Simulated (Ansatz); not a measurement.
# W: the change of energy above lowest point with volume scale

Results calculated with Ansatz 0.2.0, not measured. Free energy against uniform scaling of the volume at fixed shape and fractions; periodic cell, basis, potentials, k mesh and filling as listed.

The cell before it is scaled or strained (space group Im-3m, No. 229):
```
cell vectors (Å)
  -1.5823     1.5823     1.5823
   1.5823    -1.5823     1.5823
   1.5823     1.5823    -1.5823
atoms (fractions of the cell vectors)
W   0.00000  0.00000  0.00000
```

Settings of every row: functional PBE; dispersion none; potentials all-electron LAPW; k mesh 13x13x13; k shift 0x0x0; occupations fermi dirac; smearing width 0.05 eV; spin none; basis error target 0.0005 eV/atom.

Limits: coarse k mesh, up to 40 meV an atom off; no spin-orbit coupling, which can matter with elements this heavy.

| row | volume scale | V (Å³/atom) | energy above lowest point (meV/atom) |
| --- | --- | --- | --- |
| 1 | 0.94 | 14.895 | 101.7 |
| 2 | 0.96 | 15.212 | 53.9 |
| 3 | 0.98 | 15.529 | 22 |
| 4 | 1 | 15.846 | 4.5 |
| 5 | 1.02 | 16.163 | 0 |
| 6 | 1.04 | 16.48 | ? |
| 7 | 1.06 | 16.797 | 24.8 |

Question: what energy above lowest point should row 6 give?

Worked fit of energy above lowest point. Take u = (V_r/V)^(2/3) − 1 with V_r = 15.688 Å³ an atom, which is twice the finite (Eulerian) strain; such expansions in the strain, on which the Birch-Murnaghan equation of state is built, carry the rest volume and the bulk modulus. The shown rows have u = 0.03519, 0.02075, 0.00681, -0.00666, -0.01969, -0.04451. Least squares give energy above lowest point = 11.54 + 1293 × u + 35927 × u² + 4092 × u³ meV/atom; a parabola predicts inner rows, each left out in turn, worse (root mean square 0.089 against 0.048 meV/atom). All shown rows lie on it to the printed digit. Its lowest point lies at u = -0.0181, or V = 16.12 Å³ an atom, and the curvature there gives the bulk modulus at fixed shape and fractions, B = (4/9)(1 + u)² E″(u)/V = 304 GPa. The withheld row has u = -0.0323, so the fit gives 11.54 + 1293 × (-0.0323) + 35927 × (-0.0323)² + 4092 × (-0.0323)³ = 7.1 meV/atom.

The calculation gave 7.1 meV/atom. The fit meets it to the printed digit.
